Dear colleague,

The forward Delbrück amplitude, which describes elastic scattering of a photon by the vacuum polarised in the Coulomb field of a nucleus, can be found without evaluating a loop. The optical theorem gives its imaginary part from the pair-production cross section, and a dispersion relation gives its real part. I derive the Born pair cross section in a form whose moments are known in closed form, read off both energy limits, and end with 100 MeV photons on copper.

**Conventions.** $\hbar=c=1$, metric $(+,-,-,-)$, $e^2=4\pi\alpha$, $r_e=\alpha/m$. The scattered wave is $A\,e^{i\omega r}/r$, so $d\sigma/d\Omega=|A|^2$ and a free electron has forward amplitude $-r_e$. The nucleus is a static, spinless point source with potential $Ze/Q^2$ in momentum space, $Q=|\mathbf q|$. At zero angle the helicity is conserved and there is one amplitude $A(\omega)$. From section 2 on $m=1$, $k=\omega/m$, and $\sigma=Z^2\alpha r_e^2\,\phi(k)$. Because the four-vector of the photon is also written $k^\mu$, I keep $\omega$ for its energy in sections 2 and 3.

## 1. Optical theorem and dispersion relation

There are four premises.

1. Unitarity: $\mathrm{Im}\,A=\omega\sigma_{\rm tot}/4\pi$. The term linear in $Z$ vanishes by Furry's theorem, so the lowest order is $\alpha(Z\alpha)^2$. At that order the only open channel is an $e^+e^-$ pair, with threshold $2m$. Elastic scattering contributes at order $|A|^2$, which is higher.
2. Causality: $A$ is analytic for $\mathrm{Im}\,\omega>0$, and reality of the field gives $A(-\omega^*)=A^*(\omega)$.
3. Gauge invariance: the loop depends on each external photon through its field strength, so $A=O(\omega^2)$ at small $\omega$.
4. Growth: $A/\omega^2\to0$ at infinity, consistent with the growth $\omega\ln\omega$ found below.

Cauchy's theorem for $g=A/\omega^2$ gives $g(\omega)=\pi^{-1}\int_{-\infty}^\infty d\omega'\,\mathrm{Im}\,g(\omega')/(\omega'-\omega-i0)$. By premise 2, $\mathrm{Im}\,g$ is odd, so the two half-axes combine into the kernel $2\omega'/(\omega'^2-\omega^2)$. With $\mathrm{Im}\,g=\sigma/4\pi\omega'$,

$$\mathrm{Re}\,A=\frac{\omega^2}{2\pi^2}\,\mathrm P\!\!\int_{2m}^\infty\frac{\sigma(\omega')\,d\omega'}{\omega'^2-\omega^2},\qquad \mathrm{Im}\,A=\frac{\omega\sigma}{4\pi}.\tag{1}$$

Since $\omega Z^2\alpha r_e^2=k\,(Z\alpha)^2r_e$, the natural unit of $A$ is $(Z\alpha)^2r_e$.

## 2. The pair cross section as an integral over virtual photons

In Born approximation the field supplies one virtual photon $q=(0,\mathbf q)$, $q^2=-Q^2$. Let $\nu=k\cdot q=-\mathbf k\cdot\mathbf q$ and $s=(k+q)^2=2\nu-Q^2$. Let $M^\mu$ be the amplitude for $\gamma(k)+\gamma^*(q,\mu)\to e^-(p)\,e^+(p')$, and $W^{\mu\nu}$ the product $M^\mu M^{\nu*}$ summed over spins, averaged over the real-photon polarisation, and integrated over two-body phase space with $(2\pi)^4\delta^4(k+q-p-p')$. The golden rule has only an energy delta function. Inserting $1=\int d^3q\,\delta^3(\mathbf k+\mathbf q-\mathbf p-\mathbf p')$ turns it into

$$\sigma=\frac1{2\omega}\int\frac{d^3q}{(2\pi)^3}\,\frac{4\pi\alpha Z^2}{Q^4}\,W^{00}.$$

$W^{\mu\nu}$ depends on $k$ and $q$ only and obeys $q_\mu W^{\mu\nu}=0$. Hence $W^{\mu\nu}=4\nu\,(\sigma_TR^{\mu\nu}+\sigma_Le_L^\mu e_L^\nu)$, which defines $\sigma_{T,L}$ with flux factor $4\nu$. Here $R^{\mu\nu}=-g^{\mu\nu}+(k^\mu q^\nu+q^\mu k^\nu)/\nu+Q^2k^\mu k^\nu/\nu^2$ projects on directions orthogonal to $k$ and $q$, and $e_L=(Q/\nu)(k+q\nu/Q^2)$ has $e_L^2=1$, $e_L\cdot q=0$. As $q^0=0$, $R^{00}=Q^2\omega^2/\nu^2-1$ and $(e_L^0)^2=Q^2\omega^2/\nu^2$. With $d^3q=2\pi Q\,dQ\,d\nu/\omega$,

$$\sigma=\frac{2\alpha Z^2}{\pi}\int\frac{dQ}{Q^3}\int\nu\,d\nu\left[(\sigma_T+\sigma_L)\frac{Q^2}{\nu^2}-\frac{\sigma_T}{\omega^2}\right],\tag{2}$$

over the region $s\ge4$, $\nu\le\omega Q$. The photon energy enters only through the last term and the boundary.

## 3. The cross sections $\sigma_T$ and $\sigma_L$

Let $a=2p\cdot k$, $b=2p'\cdot k$, so $a+b=2\nu$, and let $\hat v=\gamma_\mu v^\mu$. The two diagrams give

$$M^\mu=-e^2\,\bar u(p)\left[\frac{\hat\epsilon(\hat p-\hat k+1)\gamma^\mu}{a}+\frac{\gamma^\mu(\hat k-\hat p'+1)\hat\epsilon}{b}\right]v(p').$$

In the pair rest frame $a,b=\nu(1\mp\beta c)$, with $\beta=\sqrt{1-4/s}$ and $c$ the cosine of the angle between $\mathbf p$ and $\mathbf k$. Define $u=ab/\nu^2=1-\beta^2c^2$; the transverse momentum obeys $p_T^2=su/4-1$. Take $\epsilon$ orthogonal to $k$ and $q$, so $\epsilon\cdot p'=-\epsilon\cdot p$. The Dirac equation gives $\bar u\,\hat\epsilon(\hat p+1)=2\epsilon\cdot p\,\bar u$ and $(1-\hat p')\hat\epsilon v=2\epsilon\cdot p\,v$. The basic spin sum is $\sum|\bar u\hat Vv|^2=8(p\cdot V)(p'\cdot V)-2sV^2$, equal to $2ab$ for $V=k$.

*Longitudinal.* Current conservation allows $e_L\to(Q/\nu)k$. Since $\hat k\hat k=0$, $k_\mu M^\mu=-e^2(4\nu\,\epsilon\cdot p/ab)\,\bar u\hat kv$. The average of $(\epsilon\cdot p)^2$ is $p_T^2/2$, so

$$\overline{|M_L|^2}=16e^4Q^2p_T^2/ab .$$

*Transverse.* For a transverse polarisation $\epsilon'$ of the virtual photon, $\hat k$ anticommutes with $\hat\epsilon$ and $\hat\epsilon'$, and $M=-e^2\bar u\Gamma v$ with $\Gamma=(4\nu\,\epsilon\cdot p/ab)\,\hat\epsilon'+\hat k(\hat\epsilon\hat\epsilon'/a-\hat\epsilon'\hat\epsilon/b)$. Take unit vectors $x$ along $\mathbf p_T$ and $y$ normal to it, so $x\cdot p=-p_T$, $y\cdot p=0$. The four cases are:

| $\epsilon\epsilon'$ | $ab\,\Gamma$ | $(ab)^2\sum\lvert\bar u\Gamma v\rvert^2$ |
|---|---|---|
| $yy$ | $-(b-a)\hat k$ | $2ab(b-a)^2$ |
| $yx$ | $2\nu\hat k\hat y\hat x$ | $8\nu^2ab$ |
| $xx$ | $-4\nu p_T\hat x-(b-a)\hat k$ | $2ab(b-a)^2+16\nu p_T^2[2s\nu-8\nu p_T^2-(b-a)^2]$ |
| $xy$ | $2\nu(\hat k\hat x\hat y-2p_T\hat y)$ | $8\nu^2ab+32\nu^2p_T^2(s-2\nu)$ |

The $yy$ and $xx$ rows use the basic sum. In the $yx$ row the transverse matrices drop out between the two factors $\hat k$. In the $xy$ row each of the two cross traces equals $4\nu p_T$ times $-2p_T$. Adding the rows, dividing by four, and using $(b-a)^2=4\nu^2-4ab$ and $s-2\nu=-Q^2$,

$$\frac{\overline{|M_T|^2}}{e^4}=\frac8u-4+\frac{16}{\nu^2u^2}\left(\frac{su}4-1\right)\left(2-Q^2+\frac{Q^2u}2\right).$$

The phase space is $\beta\,dc/16\pi$. With $L=\ln\frac{1+\beta}{1-\beta}$ the angular integrals are $\int dc/u=L/\beta$ and $\int dc/u^2=s/4+L/2\beta$. Dividing by $4\nu$,

$$\sigma_T=2\pi\alpha^2\left\{\frac{L-\beta}{\nu}+\frac{L(s-2)-\beta s+Q^2s(\beta-L/2)}{\nu^3}\right\},\qquad \sigma_L=2\pi\alpha^2\,\frac{Q^2(\beta s-2L)}{\nu^3}.\tag{3}$$

At $Q=0$, $\nu=s/2$, $\sigma_L$ vanishes and $\sigma_T$ becomes the Breit–Wheeler cross section $\sigma_{BW}=(4\pi\alpha^2/s)[L(1+4/s-8/s^2)-\beta(1+4/s)]$.

## 4. All moments in closed form

Define $\mathcal M(z)=\int_2^\infty dk\,k^{-z-1}\phi(k)$, convergent for $\mathrm{Re}\,z>0$. The integrand of (2) is non-negative, so the order of integration may be changed. At fixed $Q,\nu$ the energy runs from $\nu/Q$ to infinity, which yields $(Q/\nu)^z/z$ and $(Q/\nu)^{z+2}/(z+2)$:

$$\mathcal M(z)=\frac{2}{\pi\alpha^2}\int_0^\infty\!dQ\,Q^{z-1}\!\int\frac{d\nu}{\nu^{z+1}}\left[\frac{2\sigma_T}{z(z+2)}+\frac{\sigma_L}{z}\right].$$

Put $y=z/2$, $\nu=(s+Q^2)/2$, $d\nu=ds/2$, and integrate over $Q$ at fixed $s$:

$$\int_0^\infty dQ\,Q^{z-1+2j}\nu^{-n-z}=2^{\,n+z-1}B(y+j,\,y+n-j)\,s^{\,j-n-y}.$$

The cases $(j,n)=(0,2),(0,4),(1,4)$ occur. With $t=2y+3$ and $D=(2y+2)t$, their prefactors are $2^{1+z}B(y,y+2)$ times $1$, $4(y+2)(y+3)/D$ and $4y(y+2)/D$.

The $s$ integrals are $\beta_n=\int_4^\infty\beta s^{-p}ds=4^{1-p}B(p-1,\frac32)$ and $L_n=\int_4^\infty Ls^{-p}ds=4^{1-p}B(p-1,\frac12)/(p-1)$ with $p=n+y$; the second follows by parts from $dL/ds=1/s\beta$. In units of $4^{-1-y}B(y+1,\frac12)$ the required combinations are

$$L_2-\beta_2=\frac{y+2}{(y+1)t},\qquad L_3-2L_4-\beta_3=\frac{y+1}{2t(y+2)(y+3)},$$
$$\beta_2-\tfrac12L_2=-\frac1{2(y+1)t},\qquad \beta_2-2L_3=\frac1{t(y+2)}.$$

The transverse terms add to $[(y+1)(y+2)t+1]/(y+1)^2t^2$, with weight $1/2y(y+1)$. The longitudinal term is $2y/(y+1)t^2$, with weight $1/2y$. The weighted sum is $N(y)/2y(y+1)^3t^2$, where $N=4y^3+13y^2+15y+7$. The numerical factors multiply to $2\cdot2^{1+2y}\cdot4^{-1-y}=1$. The duplication formula gives $B(y,y+2)B(y+1,\frac12)=\pi(y+1)\Gamma(y+1)^2/[y\,2^{2y+1}\Gamma(y+\frac32)^2]$, and $t\,\Gamma(y+\frac32)=2\Gamma(y+\frac52)$. Therefore

$$\mathcal M(z)=\frac{\pi\,\Gamma(y+1)^2\,(4y^3+13y^2+15y+7)}{2^{2y+4}\,y^2(y+1)^2\,\Gamma(y+\frac52)^2},\qquad y=\frac z2.\tag{4}$$

For large $|z|$ away from the negative axis $\mathcal M\to4\pi\,2^{-z}/z^4$, which is the transform of the Born threshold law $\phi\simeq\frac{2\pi}3[(k-2)/2]^3$.

## 5. The amplitude as one contour integral

Mellin inversion gives $\phi(k)=\frac1{2\pi i}\int dz\,k^z\mathcal M(z)$ along a vertical line with $\mathrm{Re}\,z>0$. Insert this in (1). The dispersion kernel acts on a power through

$$\mathrm P\!\!\int_0^\infty\frac{x^z\,dx}{x^2-1}=\int_0^\infty\frac{\sinh z\tau}{\sinh\tau}\,d\tau=\frac\pi2\tan\frac{\pi z}2,\qquad|\mathrm{Re}\,z|<1,$$

where the range $x>1$ was mapped on $x<1$ by $x\to1/x$ and $x=e^{-\tau}$. Hence

$$\frac{A}{(Z\alpha)^2r_e}=\frac k{4\pi}\,\frac1{2\pi i}\int dz\,k^z\mathcal M(z)\left[\tan\frac{\pi z}2+i\right],\qquad0<\mathrm{Re}\,z<1.\tag{5}$$

The integrand behaves as $(k/2)^z/z^4$, so the contour closes to the right for $k<2$ and to the left for $k>2$. The tangent has residue $-2/\pi$ at every odd integer.

**Below threshold.** On the right $\mathcal M$ is regular, so $\mathrm{Im}\,A=0$. The clockwise contour gives $\sum_{n\ge0}k^{2n+2}\mathcal M(2n+1)/2\pi^2$, which is also the geometric expansion of the kernel in (1). At $y=\frac12$: $N=\frac{73}4$, $\Gamma(\frac32)^2=\frac\pi4$, $2^5=32$, $y^2(y+1)^2=\frac9{16}$, $\Gamma(3)^2=4$, so $\mathcal M(1)=73\pi^2/1152$. At $y=\frac32$, $N=\frac{289}4$ and $\mathcal M(3)=289\pi^2/460800$. Thus

$$\mathrm{Re}\,A=\frac{73}{2304}(Z\alpha)^2r_e\left(\frac\omega m\right)^2\left[1+\frac{289}{29200}\frac{\omega^2}{m^2}+\dots\right].\tag{6}$$

The leading coefficient is 0.0317 and the relative correction is $0.0099\,k^2$. The amplitude is positive, opposite in sign to Thomson scattering. The integral for $\mathcal M(1)$ has a flat weight in $Q$ up to $Q\sim m$, so the coefficient is fixed by distances of the order of the Compton wavelength and is outside the reach of a Lagrangian for slowly varying fields.

**High energy, pole at $z=0$.** Here $\Gamma(\frac52)^2=9\pi/16$ and $N(0)=7$, so $y^2\mathcal M\to\frac79$. The logarithmic derivative of $y^2\mathcal M$ at $y=0$ is $2\psi(1)-2\psi(\frac52)-2\ln2+\frac{15}7-2$. With $\psi(\frac52)=\psi(1)-2\ln2+\frac83$ this equals $2\ln2-\frac{109}{21}$. Hence $\mathcal M=\frac{28}9z^{-2}[1+z(\ln2-\frac{109}{42})+\dots]$. The residue of $k^z\mathcal M$ is $\frac{28}9(\ell-\frac{109}{42})$ with $\ell=\ln2k$. The tangent, $\simeq\pi z/2$, leaves the residue $\frac{28}9\cdot\frac\pi2$, which gives $\frac7{18}k$ in the real part.

**Pole at $z=-1$.** Only the tangent has it. With $N(-\frac12)=\frac94$, $\mathcal M(-1)=9\pi^2/2$, and the real part receives $-\mathcal M(-1)/2\pi^2=-\frac94$.

**Pole at $z=-2$.** With $\varepsilon=y+1$, $N=1+\varepsilon+\varepsilon^2+4\varepsilon^3$, and expansion of the logarithm of (4) gives $\mathcal M=\varepsilon^{-4}\exp[(2\ln2-1)\varepsilon+(\frac{11}2-\frac{\pi^2}3)\varepsilon^2+(4\zeta(3)-\frac43)\varepsilon^3+\dots]$. Multiplying by $k^z=k^{-2}k^{2\varepsilon}$ and taking twice the coefficient of $1/\varepsilon$ gives $P(\ell)/k^2$ with

$$P=\tfrac83\ell^3-4\ell^2+\left(24-\tfrac{4\pi^2}3\right)\ell-14+\tfrac{2\pi^2}3+8\zeta(3).$$

Near this pole the tangent is $\pi w/2+\pi^3w^3/24$ with $w=z+2$, and each factor $w$ acts as $d/d\ell$ on $P$. The real part receives $(\frac\pi2P'+\frac{\pi^3}{24}P''')/4\pi k=(\ell^2-\ell+3)/k$. Collecting,

$$\phi=\frac{28}9\left(\ell-\frac{109}{42}\right)+\frac{P(\ell)}{k^2}+O\!\left(\frac{\ell}{k^4}\right),\qquad\frac{\mathrm{Re}\,A}{(Z\alpha)^2r_e}=\frac{7k}{18}-\frac94+\frac{\ell^2-\ell+3}k+O\!\left(\frac1{k^2}\right).\tag{7}$$

The forward Born amplitude was obtained by this dispersion route by Rohrlich and Gluckstern (1952).

**Coulomb correction.** This one ingredient I take over without derivation. Davies, Bethe and Maximon (1954) showed that for $\omega\gg m$ all higher orders in $Z\alpha$ subtract $\frac{28}9f$ from $\phi$, with $f(Z\alpha)=(Z\alpha)^2\sum_{n\ge1}1/n[n^2+(Z\alpha)^2]$. The optical theorem then gives, to leading order in $m/\omega$ and without screening,

$$\mathrm{Im}\,A=\frac7{9\pi}(Z\alpha)^2r_e\,\frac\omega m\left[\ln\frac{2\omega}m-\frac{109}{42}-f(Z\alpha)\right].\tag{8}$$

A constant in $\phi$ is a simple pole at $z=0$, which the zero of the tangent removes, so the term $\frac7{18}k$ is unchanged.

## 6. Screening

At given $s$ the smallest momentum transfer is $Q_0=\nu/k\simeq s/2k\ge2/k$. When this falls below the inverse atomic radius, the point field fails. Model the atom by $1/Q^2\to1/(Q^2+\mu^2)$ with $\mu\ll1$. The change in (2) comes from $Q\ll1$, where $\sigma_L\to0$ and $\sigma_T\to\sigma_{BW}$, up to terms of order $\mu^2$ times a logarithm. With $T=Q^2$,

$$\tfrac12\int_{Q_0^2}^\infty dT\,(T-Q_0^2)\left[\frac1{(T+\mu^2)^2}-\frac1{T^2}\right]=-\tfrac12\ln\left(1+\frac{\mu^2}{Q_0^2}\right).$$

Let $\langle\cdots\rangle$ be the average with weight $\sigma_{BW}\,ds/s$, whose integral is $14\pi\alpha^2/9$ by the formulas for $L_n$ and $\beta_n$. Then $\Delta\phi=-\frac{14}9\langle\ln(1+\lambda^2k^2)\rangle$ with $\lambda=2\mu/s$. The function $2ik\ln(1-i\lambda k)$ satisfies premises 2 to 4 and has imaginary part $k\ln(1+\lambda^2k^2)$; its real part is $2k\arctan\lambda k$. Therefore

$$\frac{\Delta\,\mathrm{Re}\,A}{(Z\alpha)^2r_e}=-\frac{7k}{18}\,\frac2\pi\,\langle\arctan\lambda k\rangle .$$

The real part measures the logarithmic slope of the cross section and is removed as that slope saturates. For $\mu k\gg1$, $\langle\ln s\rangle=\frac{43}{14}$ gives $\phi\to\frac{28}9[\ln(1/\mu)+\frac{10}{21}]$. I choose $\mu$ so that this equals the usual approximate Thomas–Fermi complete-screening form $\frac{28}9[\ln(183Z^{-1/3})-\frac1{42}]$, which requires $\mu=Z^{1/3}/(183e^{-1/2})$, rounded to $Z^{1/3}/111$.

## 7. Range of validity

- Equations (2) to (7) hold at order $(Z\alpha)^2$ for a point source. For $\omega-2m\gtrsim m$, where the lepton velocities $v$ are of order one, higher orders are of relative size $(Z\alpha)^2$; (8) contains them only for $\omega\gg m$. Near threshold the expansion parameter is $Z\alpha/v$, and the Coulomb corrections to $\sigma$, $\phi$ and $\mathrm{Im}\,A$ are of relative order $(\pi Z\alpha/v)^2$, so the Born forms, including the threshold law of section 4, require $\pi Z\alpha/v\ll1$. For copper at $\omega=2.1m$ with the energy shared equally, $v=0.30$ and $\pi Z\alpha/v=2.2$, so the condition fails there. Pair creation with the electron in a vacant bound level opens below $2m$ by the binding energy, where the Born $\mathrm{Im}\,A$ vanishes, so in that interval it supplies the whole imaginary part. Radiative corrections are of relative order $\alpha$.
- The series (6) converges for $\omega<2m$, and screening changes its leading term by a relative amount of order $\mu$. The series (7) converges for $\omega>2m$.
- The unscreened high-energy forms need $\mu k\ll1$, that is $\omega\ll111\,Z^{-1/3}m$. The real part feels the violation first, at order $\mu k$ up to a logarithm.
- The logarithm in (8) is built up by impact parameters out to $\omega/m^2$. The forward value therefore holds for momentum transfers $\omega\theta\ll m^2/\omega$, or $\theta\ll k^{-2}$.
- The source is static for $\omega\ll M$, and pointlike up to terms of order $(mR)^2$ times logarithms.
- Scattering by the atomic electrons and by the nucleus as a particle adds separate amplitudes. Coherent effects of an oriented single crystal are excluded.

## 8. 100 MeV photons on copper

The inputs are $Z=29$, $m=0.51100$ MeV and $r_e=2.8179$ fm, carried unrounded. Then $k=195.70$, $\ell=5.9697$, $Z\alpha=0.21162$, $(Z\alpha)^2r_e=0.12620$ fm and $Z^2\alpha r_e^2=0.48733$ b.

For the bare point nucleus in Born approximation, $\phi=10.498+0.013=10.511$ and $\sigma=5.122$ b. In units of $(Z\alpha)^2r_e$, $\mathrm{Im}\,A=k\phi/4\pi=163.7$ and $\mathrm{Re}\,A=76.10-2.25+0.17=74.02$. Hence

$$A=(9.34+20.66\,i)\ \text{fm},\qquad|A|^2=5.14\ \text{b/sr},$$

valid for $\theta\ll k^{-2}=2.6\times10^{-5}$ rad. These digits belong to the model, and the corrections are as follows.

The Coulomb correction is $f=0.0518$ and shifts $\mathrm{Im}\,A$ by $-0.32$ fm, or 1.5 %. With an approximate nuclear radius of 4.8 fm and mass of 63.5 u, $(mR)^2=1.5\times10^{-4}$ and $\omega/M=1.7\times10^{-3}$. Pair creation on the atomic electrons adds an imaginary part of relative order $1/Z$.

Screening is larger, because $2/k=0.0102$ lies below $\mu=0.0277$. Numerical evaluation of the averages gives $\Delta\phi=-0.92$, which shifts $\mathrm{Im}\,A$ by $-1.8$ fm, or 9 %, and removes 38 % of the term $\frac7{18}k$. The screened Born model has $A\approx(5.7+19\,i)$ fm and $|A|^2\approx3.9$ b/sr. The unscreened real part thus overshoots strongly for a neutral copper atom, and the screened figures rest on the one-parameter potential with $\mu$ chosen as in section 6.

The largest competitor at zero angle is coherent scattering by the 29 electrons. Its leading estimate is $-Zr_e=-81.7$ fm, and it falls off with the atomic form factor beyond $\theta\sim\mu/k=1.4\times10^{-4}$ rad. The cone in which the forward Delbrück value applies lies inside this peak, so a neutral copper target at zero angle shows the sum of the amplitudes, with the real Delbrück part reducing the magnitude of the electronic one. The imaginary part is accessible through the nuclear-field share of the photon attenuation cross section, by the second relation in (1).